Why should a crystal push outward on its surroundings when it is sheared without any change of volume? In the series below, the layers of metallic MgNiH are slid along *a* while their spacing and the in-plane cell edges stay fixed. The crystal resists the slide, as any solid would. It also builds up a pressure, although nothing has compressed it.

MgNiH, tetragonal (P4/mmm, a = 3.067 Å, c = 3.214 Å) before strain, is sheared by sliding c along a, with the cell held and the atoms relaxed. The runs use Ansatz 0.2.0 with PBEsol, scalar-relativistic plane-wave PAW, no spin polarisation, a 420 eV cutoff, a 14×14×14 k mesh and 0.1 eV Gaussian smearing. Stresses are positive in compression.

| strain (%) | energy change (meV/atom) | c over a | stress xx (GPa) | stress yy (GPa) | stress zz (GPa) | stress xz (GPa) |
| --- | --- | --- | --- | --- | --- | --- |
| 0 | 0.0 | 1.04800 | 0.00 | 0.00 | -0.01 | 0.00 |
| 1 | 0.2 | 1.04810 | 0.00 | 0.01 | 0.00 | -0.71 |
| 2 | 0.9 | 1.04820 | 0.00 | 0.03 | 0.02 | -1.41 |
| 3 | 2.0 | 1.04850 | -0.01 | 0.07 | 0.05 | -2.12 |
| 4 | 3.6 | 1.04890 | -0.02 | 0.12 | 0.10 | -2.82 |
| 6 | 8.0 | 1.04990 | -0.04 | 0.27 | 0.22 | -4.21 |

### What the shear does

The slide turns the tetragonal cell into a monoclinic one. Stresses are positive when the crystal is in compression and pushes outward. The negative stress xz is the restoring force against the slide. Let $\gamma$ be the strain as a fraction, so that 6 % is 0.06, and $\tau$ the size of stress xz. Up to the largest strain $\tau$ stays nearly proportional to $\gamma$, with a shear modulus of about 70 GPa.

The normal stresses follow another rule. Between 3 % and 6 % strain the shear stress doubles, while the energy change rises fourfold, from 2.0 to 8.0 meV/atom, and so does the pressure, which is the mean of the three normal stresses. Symmetry demands this. A half turn about *c* converts a shear to the right into a shear to the left, but leaves a push along *a*, *b* or *c* as it was. The push must therefore be the same for both signs of the strain, and it starts with $\gamma^2$.

A series in which the crystal is stretched along *c* would behave differently. Stretching and squashing aren't mirror images of each other, so the sideways stresses would start in proportion to the strain. That is the ordinary Poisson response. The sideways push of a sheared crystal is a second-order relative of it.

### A stretched edge

The column c over a offers a tempting explanation. It rises from 1.0480 to 1.0499, as if the crystal were growing along *c*, and growth might seem to go with an outward push. In fact the spacing of the layers is held, and only the slanted cell edge becomes longer, by the factor $\sqrt{1+\gamma^2}$. The rise is imposed geometry and not a response of the crystal.

Taken seriously as a cause, the longer edge works in the wrong direction. A stretched edge wants to shorten, so it pulls inward and would give a negative stress along *c*. At 6 % strain the table has a push of 0.22 GPa there. The pull may well be present, but something stronger outweighs it.

### A tilted shear stress

A better candidate starts from the fact that sliding layers also turns the crystal. A small simple shear is very nearly a stretch along one diagonal of the *a*–*c* face and a squeeze along the other, followed by a rotation through about $\gamma/2$. The rotation brings the stretched diagonal nearer to *a* and the squeezed one nearer to *c*. Seen from the fixed axes, part of the shear stress then appears as a pull along *a* and an equal push along *c*, each of size $\gamma\tau$.

At 6 % strain this gives $0.06\times4.21\approx0.25$ GPa. The computed stress along *c* has changed by 0.23 GPa from the unsheared crystal, so the estimate is only about a tenth too high. Anyone who looked at this column alone would consider the matter settled.

The other two directions overturn that verdict. Along *a* the tilt calls for a pull of 0.25 GPa, but the table shows one of only 0.04 GPa. Along *b*, the axis of the rotation, the tilt gives no stress at all, and yet the largest push of the series, 0.27 GPa, is found there. Most telling is the mean: a rotation only redistributes stress among directions and leaves the pressure at zero, whereas the calculation gives 0.15 GPa.

### Shear energy that depends on volume

The pressure needs a cause that survives averaging over directions. Pressure measures how the energy changes when the volume changes at fixed shape. A sheared crystal holds extra energy, and if that extra energy would fall on expansion, the crystal gains by expanding and pushes on whatever prevents it.

The argument can be made quantitative in three steps. For a nearly linear response the stored energy per volume is $w=\tfrac12\gamma\tau$, and a volume $V$ holds the shear energy $Vw$. A uniform expansion leaves $\gamma$ unchanged, so the shear adds the pressure

$$\Delta p=-\frac{\partial (Vw)}{\partial V}.$$

If a volume increase of 1 % lowers the shear energy by $g$ %, this becomes

$$\Delta p = g\,w .$$

The single constant $g$ was fitted to the five sheared rows and came out as 1.22; the printed analysis after this section gives the details.

The row at 6 % strain, which was part of the fit, shows the sizes. The stored energy density is $w=\tfrac12\times0.06\times4.21\approx0.126$ GPa. Multiplied by 1.22 it gives a pressure of 0.154 GPa. The three normal stresses of the table average to $(-0.04+0.27+0.22)/3=0.15$ GPa.

The good fit is weaker evidence than it looks. Pressure and stored energy both begin with $\gamma^2$, so they would keep in step whatever the cause. The case rests on the sign and on the mean: the pressure is positive, and neither the stretched edge nor the tilt can make it so. The relation between pressure and volume dependence is exact thermodynamics, which turns the fitted $g$ into a property of the crystal.

That property has a plain meaning. The shear modulus is an energy per volume, so it changes with volume by one power more than the shear energy does. Squeezing this crystal by 1 % in volume, with c/a held, should therefore stiffen it against this shear by about 2.2 %. Repeating the shear at a slightly smaller volume and the same c/a would test the figure directly. It belongs to the PBEsol description of a non-magnetic crystal, and a magnetic state of nickel, if one lies lower, could change it.

### Why squeezing stiffens the crystal

A likely reason is the anharmonicity of the forces between atoms. Repulsion between neighbours grows ever more steeply as they approach, so a compressed crystal usually resists distortion more strongly than an expanded one, although some crystals soften against particular shears. In a shear some contacts shorten while others lengthen. The shortened ones push back harder than the lengthened ones pull, and a net outward push remains.

The geometry suggests where this happens in MgNiH. Every atom sits on a centre of inversion, which the runs preserve, and so it simply moves with the cell. At 6 % strain the Ni–H distances along *c* grow by only about 0.2 %, whereas the Ni–Mg contacts split into shorter and longer ones, each changed by about 2 %. It is a reasonable guess that these contacts carry much of the push, but the total stresses don't divide it among pairs of atoms.

A heated solid in a rigid container is a simpler system with the same logic. Its vibrations store energy, their frequencies would in most cases fall if the solid could expand, and the result is a thermal pressure proportional to the thermal energy density. The constant of proportionality is the Grüneisen parameter, and $g$ plays its part here. The likeness ends with direction: thermal motion keeps the stresses along *a* and *b* equal in a tetragonal crystal, while a single static shear along *a* makes them differ.

### How the causes share the work

The tilt remains a real part of the answer, because it shapes the pattern of the push. When its share is removed at 6 % strain, pushes of 0.21 GPa along *a* and 0.27 GPa along *b* remain, and almost nothing along *c*. The two directions within the layers are then much closer to each other than in the raw columns, though not equal. The inward pull of the stretched edge may be what cancels the push along *c*, but this is a guess that the runs don't test.

For practical purposes the two formulas combine into a simple rule. Since $w=\tfrac12\gamma\tau$, the pressure is about $0.6\,\gamma$ times the shear stress. At 6 % strain that is nearly 4 % of the shear stress, and at a strain of 0.1 % it is less than a thousandth. For this crystal and this shear, linear elasticity, which leaves the effect out, is therefore a good approximation at such small strains. The push matters where a crystal is sheared by several per cent and held so tightly that it can't swell.

Numerical output:

```
Lengthening of the c edge at 6 % shear, in %: 0.1813
Rough stress along c from this stretch alone for an assumed modulus of 100 GPa, in GPa: -0.1813
Changes of stress in GPa:
  row  along a  tilt alone a  along b  along c  tilt alone c  mean pressure
    0        0             0        0        0             0              0
    1        0       -0.0071     0.01     0.01        0.0071       0.004219
    2        0       -0.0282     0.03     0.03        0.0282        0.01717
    3    -0.01       -0.0636     0.07     0.06        0.0636        0.03861
    4    -0.02       -0.1128     0.12     0.11        0.1128        0.06863
    6    -0.04       -0.2526     0.27     0.23        0.2526          0.154
Left along a at 6 % after taking off the tilt, in GPa: 0.2126
Left along c at 6 % after taking off the tilt, in GPa: -0.0226
fit of dp on 5 rows (strain_series > 0): coefficient of w 1.219 +/- 0.00076; rms 9.74e-05, worst 3 0.000144, leave-one-out rms 0.000194
  rows outside the fit (model, value, miss): 0 0, 0, 0
Stored energy density at 6 %, in GPa: 0.1263
Pressure over stored energy density at 1 %: 1.188
Pressure over stored energy density at 6 %: 1.219
Fall of shear energy per 1 % larger volume, in %: 1.219
Rise of shear modulus per 1 % smaller volume, in %: 2.219
Energy at 6 % from the shear stress, in meV/atom: 7.946
Energy at 6 % over energy at 3 %: 4
Pressure at 6 % over pressure at 3 %: 3.989
Shear stress over strain at 6 %, in GPa: 70.17
```
